**Water's atomization energy: five forecasts from sixteen known rows**

### Sizes to remember

Splitting water into triplet O and two H atoms costs about 10³ kJ/mol. Dynamic correlation, the short-range avoidance of electrons, supplies about 150 of it, judged by NEVPT2 less CASSCF. Triple excitations supply 13.5. The best known coupled-cluster rows still underbind by about 12.

Atomization energy of water (H2O, neutral singlet) computed with Ansatz 0.2.0 at the levels listed, in the cc-pVQZ basis and at the MP2(full)/6-31G* geometry. The oxygen 1s core is frozen in the correlation treatments, and relativity is neglected.

```tsv
level	computed less measured atomization energy (kJ/mol)	rough wall time (s)
RHF	?	?
RMP2	5.2	n/a
CISD	-49.6	9
RCCSD	-26.1	n/a
RCCSD(T)	?	?
BCCD(T)	-11.5	3
RCCSDT	-12.6	n/a
RCCSDT(Q)	?	?
CASSCF valence	-165.6	n/a
NEVPT2 valence	-15.9	2
MRCISD valence	-26.5	n/a
MRCISD+Q valence	-15.8	4
PBE	3.3	0.4
revPBE	-24.2	0.4
r2SCAN	-14.8	0.8
B97M-V	-20.7	1
PBE0	?	?
B3LYP	?	?
wB97M-V	-6.4	1
B2PLYP	-11.6	1
RPA-PBE	-48.1	1
```

The miss is the computed less the measured atomization energy (973.1 kJ/mol, from heats of formation less zero-point and thermal terms), so a negative miss means underbinding. All misses below are in kJ/mol. The times are rough sizes from shared machines.

### Why neglected correlation underbinds

Forming water creates two electron pairs from four unpaired electrons. Opposite-spin electrons in one orbital correlate most strongly, so the molecule has more correlation energy than its atoms, and a method that misses a similar share of it in both loses binding. Four of the known rows show this: CASSCF −165.6, CISD −49.6, RCCSD −26.1, RCCSDT −12.6. CISD also suffers from not being size-consistent, a standard defect of truncated CI.

H₂ is the model for one part of this energy. RHF puts both electrons into σg, which places them on the same nucleus half the time, and mixing in σu² sends them to opposite ends. This left-right correlation is what valence CASSCF adds in each O–H bond, while it adds almost nothing in the atoms. The analogy ends at the oxygen: H₂ has no lone pairs, no coupling between bonds and no open-shell many-electron fragment.

### Forecasts

Call S the left-right correlation of both bonds. With a rough recalled 0.025 hartree per bond, S = 131 kJ/mol, a value not fitted to any row. The bars are judged ranges, not confidence intervals.

**RHF** is CASSCF without S: −165.6 − 131 = −297, with a quarter of S as bar. The forecast is −297 ± 33, by far the worst row. Spin-unrestricted atoms would push it towards the negative end.

**PBE0** replaces a quarter of PBE exchange by exact exchange, so PBE0 − PBE ≈ ¼(exact − PBE exchange contribution to binding). A GGA exchange hole stays near the electron, whereas the exact one spreads over both centres of a bond, and theory argues that this locality mimics left-right correlation. Loosely equating the excess GGA binding with S gives 3.3 − 32.8 = −29.5 ± 11, underbound and worse than PBE. RHF and PBE0 share S, so their errors are linked.

**RCCSD(T)** should match BCCD(T), since Brueckner orbitals only absorb the singles, which should be small in water. The forecast is −11.5 ± 1.1, slightly above RCCSDT, because (T) usually gives slightly more binding than full triples. The bar is the gap between BCCD(T) and RCCSDT.

**RCCSDT(Q)** has two estimates. A geometric ladder, in which quadruples shrink from triples as triples do from doubles, gives −11.9. The usual cancellation of (Q) against the overshoot of (T) gives the BCCD(T) value. Their mean is −11.7 ± 0.9, above RCCSDT, and the lower edge means no quadruples effect.

**B3LYP** gets statistics and no mechanism: the mean and scatter of the six known functionals, −12 ± 10, above PBE0. RPA-PBE is left out as a different construction, and B2PLYP, the one of the six closest to B3LYP in construction, lies near the mean. The mean is soft, because the six scatter widely and the runs may lack the VV10 part of B97M-V and wB97M-V.

### Reveal

The withheld rows as computed:

```tsv
level	computed less measured atomization energy (kJ/mol)	rough wall time (s)
RHF	-325.7	0.5
RCCSD(T)	-11.8	2
RCCSDT(Q)	-11.7	6
PBE0	-26.7	0.5
B3LYP	-10.5	0.5
```

All five values lie inside their bars and every order named in words holds, but the hits differ in worth. The arithmetic stands in the printed output after the text.

RHF is the poorest forecast, 28.8 too high and near the edge of its bar. It loses a third of the measured energy. PBE0 came out 2.8 above its forecast, on the opposite side, although a wrong S alone would move both errors the same way. Read from CASSCF − RHF, S is 160, and read from 4(PBE − PBE0) it is 120. Part of the first value is not left-right correlation. The total energies of water itself differ by only 143 between RHF and valence CASSCF, so the other 17 comes from the oxygen atom, which lies lower in the RHF row than in the CASSCF row. A spin-unrestricted atom in the RHF row would do this, but so would a CASSCF atom that ended on a higher solution, a known fault of these runs, and the printed outputs hold no atom to decide between them. Even without this part, one S serves both rows only in size.

RCCSD(T) lies 0.3 below BCCD(T), and above RCCSDT as forecast. The exact hit on RCCSDT(Q) is partly luck, since its two estimates erred in opposite directions. The cancellation itself is shown: full triples take back 0.8 from (T), and (Q) returns 0.9. The 0.8 arises in the oxygen atom, since in water itself the energies with (T) and with full triples agree within 0.1. The geometric ladder undershoots, giving a step of only 0.6 with the computed RHF.

B3LYP, here with VWN-RPA correlation, is 1.9 above its forecast. A bar of 10 was easy to meet, and the hit says only that B3LYP is a typical member of this set.

### What a small miss means

RCCSD(T), RCCSDT and RCCSDT(Q) agree within 1 kJ/mol yet all miss by about 12, or 1.2 to 1.3 % of the measured value. The excitation ladder has thus flattened, and the remainder lies outside it. Theory assigns most of it to the basis, because pair correlation converges slowly with angular momentum and the molecule has more pairs than the atoms. Frozen core and the MP2 shape should add a little to the underbinding, while neglected relativity and spin-orbit coupling should offset a little of it, and one basis does not separate these parts.

The two smallest misses therefore do not mark the best methods. RMP2 binds 16.9 more than RCCSDT(Q) in the same basis, and its +5.2 is that overbinding offset by the shortfall that the correlated wave-function rows are argued to share. The overbinding is no surplus of correlation: in water itself RMP2 finds 33 less than RCCSDT(Q), and it binds more only because it misses still more, about 50, in the oxygen atom. Functionals without orbital-dependent correlation converge faster with basis, so this offset does not transfer to PBE. There the table shows a different fragility: revPBE changes only the exchange and moves the miss by 27.5, so PBE's closeness for this one molecule rests on a balance of much larger terms.

Numerical output:

```
shape: O-H 0.97 A, angle 103 deg
energies in kJ/mol; rounding 0.05 per entry, 0.1 per difference
known rows: miss, % of measured, less RCCSDT, rough time
  RMP2                 5.2    0.5%    17.8  no time
  CISD               -49.6   -5.1%   -37.0  9 s
  RCCSD              -26.1   -2.7%   -13.5  no time
  BCCD(T)            -11.5   -1.2%     1.1  3 s
  RCCSDT             -12.6   -1.3%     0.0  no time
  CASSCF valence    -165.6  -17.0%  -153.0  no time
  NEVPT2 valence     -15.9   -1.6%    -3.3  2 s
  MRCISD valence     -26.5   -2.7%   -13.9  no time
  MRCISD+Q valence   -15.8   -1.6%    -3.2  4 s
  PBE                  3.3    0.3%    15.9  0.4 s
  revPBE             -24.2   -2.5%   -11.6  0.4 s
  r2SCAN             -14.8   -1.5%    -2.2  0.8 s
  B97M-V             -20.7   -2.1%    -8.1  1 s
  wB97M-V             -6.4   -0.7%     6.2  1 s
  B2PLYP             -11.6   -1.2%     1.0  1 s
  RPA-PBE            -48.1   -4.9%   -35.5  1 s
RCCSDT-RCCSD 13.5; BCCD(T)-RCCSDT 1.1; RCCSD-CISD 23.5
NEVPT2-CASSCF 149.7; MRCISD-CISD 23.1; +Q step 10.7; PBE-revPBE 27.5
left-right size S (rough, recalled) 131; S/4 32.8
ladder: doubles step 271, triples step 13.5, ratio 0.050, next step 0.67
RCCSDT(Q) estimates: geometric -11.9, cancellation -11.5
six functionals: mean -12.4, scatter 10.0; RPA-PBE lies -35.7 from mean
withheld rows: forecast +- bar | computed | computed less forecast | in bars
  RHF        -296.9 +- 32.8 | -325.7 | -28.8 |-0.88 inside
  RCCSD(T)    -11.5 +-  1.1 |  -11.8 |  -0.3 |-0.27 inside
  RCCSDT(Q)   -11.7 +-  0.9 |  -11.7 |   0.0 | 0.02 inside
  PBE0        -29.5 +- 10.9 |  -26.7 |   2.8 | 0.26 inside
  B3LYP       -12.4 +- 10.0 |  -10.5 |   1.9 | 0.19 inside
after the reveal:
CASSCF-RHF 160.1; 4*(PBE-PBE0) 120.0; assumed S 131
PBE0-PBE -30.0; B3LYP-PBE0 16.2; B3LYP-B2PLYP 1.1
steps: doubles 299.6, (T) 14.3, T less (T) -0.8, (Q) 0.9
ratios: triples/doubles 0.045, (Q)/triples 0.067; geometric (Q) with computed RHF 0.61
RCCSDT(Q)-RCCSD(T) 0.1; RCCSD(T)-BCCD(T) -0.3
RHF miss -33.5% and RCCSDT(Q) miss -1.2% of measured
less RCCSDT(Q): RMP2 16.9, RCCSD -14.4, NEVPT2 -4.2, MRCISD+Q -4.1
smallest misses: PBE 3.3, RMP2 5.2, wB97M-V -6.4, B3LYP -10.5
largest misses: RHF -325.7, CASSCF valence -165.6, CISD -49.6, RPA-PBE -48.1
```
